## Why a coarse basis narrows the gap of SiO₂

Adding plane waves gives the electrons more freedom, and in a fixed potential more freedom can only lower the energy levels or leave them where they are. If an empty level gained from this at least as much as a filled one, the band gap would shrink, or hardly move, as the basis grows. In this crystal it does the opposite.

SiO₂ (space group I-42d, 6-atom cell) at fixed atomic positions, computed with Ansatz 0.2.0 using scalar-relativistic r2SCAN, plane waves and the PAW set soft_2. All runs use an 8×8×8 k mesh, Gaussian smearing of 0.02 eV and no spin polarization; the density cutoff is four times the wave cutoff.

| wave cutoff | gap on mesh (eV) | direct gap on mesh (eV) |
| --- | --- | --- |
| 150 eV | 5.184 | 5.726 |
| 200 eV | 6.122 | 6.304 |
| 250 eV | 6.569 | 6.569 |
| 300 eV | 6.652 | 6.652 |
| 350 eV | 6.689 | 6.689 |
| 380 eV | 6.692 | 6.692 |
| 460 eV | 6.696 | 6.696 |
| 500 eV | 6.696 | 6.696 |
| 520 eV | 6.696 | 6.696 |
| 600 eV | 6.695 | 6.695 |
| 700 eV | 6.695 | 6.695 |

The gap on mesh is the smallest distance between any filled and any empty level on the mesh of k points; the direct gap compares levels at the same k point only. The gap opens by about 1.5 eV in all, and some nine tenths of that comes before 250 eV. From 460 eV on it stays within about 0.001 eV, and changes of that size need no explanation. In the first two rows the gap and the direct gap differ, and from 250 eV on they coincide.

The cutoff sets the finest detail that the plane waves can draw. In the PAW method they carry the smooth part of each wave function, and atomic functions add the sharper detail near the nuclei. At 150 eV the shortest half wavelength is 0.50 Å, about a third of the Si–O distance. The highest filled levels of silica are mainly oxygen 2p orbitals, which are compact, and waves this long can be expected to draw them too wide. Their electrons would then sit too far from the oxygen core and too high in energy. In line with this, the valence edge falls by 0.85 eV between 150 and 250 eV.

Most of that fall is the loss of a false band maximum. In the well-converged runs the highest filled level lies at Γ, the centre of the Brillouin zone, but at 150 and 200 eV it lies at other k points. The lowest empty level is at Γ in every row. The direct gap is at most the distance between the two levels at Γ, so the filled level there lies below the false maximum by at least the direct gap minus the gap. At 150 eV this is 5.726 − 5.184 = 0.54 eV. The coarse basis thus raises some filled levels much more than others, and the indirect gap of the first two rows is its product, not a property of the crystal.

The conduction edge is the surprise: it rises by 0.53 eV between 150 and 250 eV. If the potential stayed the same, extra plane waves could only lower this level. The potential that the electrons feel must therefore have changed. The two edges are compared from row to row on a common zero, since the average electrostatic potential is the same in all runs. That zero is a convention of the calculation, and the split of the opening between the two edges depends on it; the gap itself does not.

A helium atom with one electron in 1s and one in 2s shows how such a rise can come about. If the 1s orbital is drawn too wide, it screens the nucleus poorly, and the 2s electron is bound too tightly. Let the 1s orbital contract, and its own level falls while the 2s level rises. In SiO₂ the filled oxygen orbitals would play the part of 1s and the empty conduction state that of 2s. The likeness is not complete. In the atom the zero lies far from the nucleus, but in the crystal the average potential is held fixed. When the oxygen orbitals contract, the electrostatic energy of an electron rises near the oxygen atoms and, measured from that average, falls elsewhere. The conduction edge is therefore expected to rise by this route only if its state has more than an even share of its weight near oxygen.

This account of the rise is an argument, not a result, because no electron densities are at hand to test it. The grid that carries the density is also refined along with the wave cutoff, and it may contribute to the change of potential. What the numbers do show, on this common zero, is that the conduction edge matters to the end. Beyond 250 eV the valence edge hardly moves, and the last 0.13 eV of opening comes from the conduction edge.

The size of the gap error can be estimated from the total energy. The simplest assumption is that a level at the band edge is misplaced by about as much as the average electron. At 300 eV the energy is 0.279 eV per atom above that of the 700 eV run. Six atoms share 32 valence electrons, so the excess is 0.279 × 6 / 32 = 0.052 eV per electron. The gap at 300 eV is too small by 6.695 − 6.652 = 0.043 eV.

From 150 to 350 eV the true shortfall is between 0.56 and 0.82 of this estimate, which is therefore somewhat too large each time. It gives a rough size only, and the assumption behind it does not hold level by level. At 300 eV the valence edge is already within about 0.001 eV of its 700 eV value, and nearly the whole shortfall comes from a conduction edge that lies too low, while the energy per electron is too high. The rough agreement is thus an observation on this cell, which need not hold in others, and not an explanation of the gap error. The printed output after this text lists both errors for every row.

For this cell and these potentials, 300 eV already gives the gap to within 0.05 eV of the 700 eV value, though the runs up to 460 eV were flagged as below the recommended cutoff. The settled value of 6.70 eV belongs to these atomic positions, on which forces remain, and to this mesh, which may miss the true band edges. It also keeps the fault of semilocal functionals, which usually make the gaps of insulators too small. A finer basis does not cure that.

The analysis program printed:

```
Band edges and resolution:
     row  finest half wavelength (Å)  valence edge (eV)  conduction edge (eV)  direct gap minus gap (eV)
  150 eV                      0.5007              1.543                 6.728                      0.542
  200 eV                      0.4336             0.9355                 7.057                      0.182
  250 eV                      0.3878             0.6896                 7.258                          0
  300 eV                       0.354             0.7069                 7.359                          0
  350 eV                      0.3278             0.7033                 7.393                          0
  380 eV                      0.3146             0.7064                 7.399                          0
  460 eV                      0.2859             0.7062                 7.402                          0
  500 eV                      0.2742             0.7061                 7.402                          0
  520 eV                      0.2689              0.706                 7.402                          0
  600 eV                      0.2503             0.7057                 7.401                          0
  700 eV                      0.2318             0.7058                 7.401                          0
Errors against the 700 eV row:
     row  gap shortfall (eV)  energy excess per atom (eV)  energy excess per valence electron (eV)
  150 eV               1.511                        13.08                                    2.452
  200 eV               0.573                        4.473                                   0.8386
  250 eV               0.126                        1.204                                   0.2257
  300 eV               0.043                       0.2787                                  0.05225
  350 eV               0.006                      0.05317                                 0.009969
  380 eV               0.003                      0.01817                                 0.003406
  460 eV              -0.001                     0.003682                                0.0006904
  500 eV              -0.001                     0.003213                                0.0006024
  520 eV              -0.001                     0.002849                                0.0005342
  600 eV                   0                     0.000971                                0.0001821
  700 eV                   0                            0                                        0
Opening of the gap from 150 to 250 eV (eV): 1.385
Rise of the conduction edge from 150 to 250 eV (eV): 0.5306
Fall of the valence edge from 150 to 250 eV (eV): 0.8537
Largest possible fall of the valence level at Gamma from 150 to 250 eV (eV): 0.3117
Opening of the gap from 250 to 500 eV (eV): 0.127
Rise of the conduction edge from 250 to 500 eV (eV): 0.1437
Rise of the valence edge from 250 to 500 eV (eV): 0.01652
Share of the 150 to 250 eV opening in the whole opening to 700 eV (percent): 91.66
Spread of the gap from 460 to 700 eV (eV): 0.001
Smallest ratio of gap shortfall to energy excess per electron from 150 to 350 eV: 0.5583
Largest ratio of gap shortfall to energy excess per electron from 150 to 350 eV: 0.8229
```
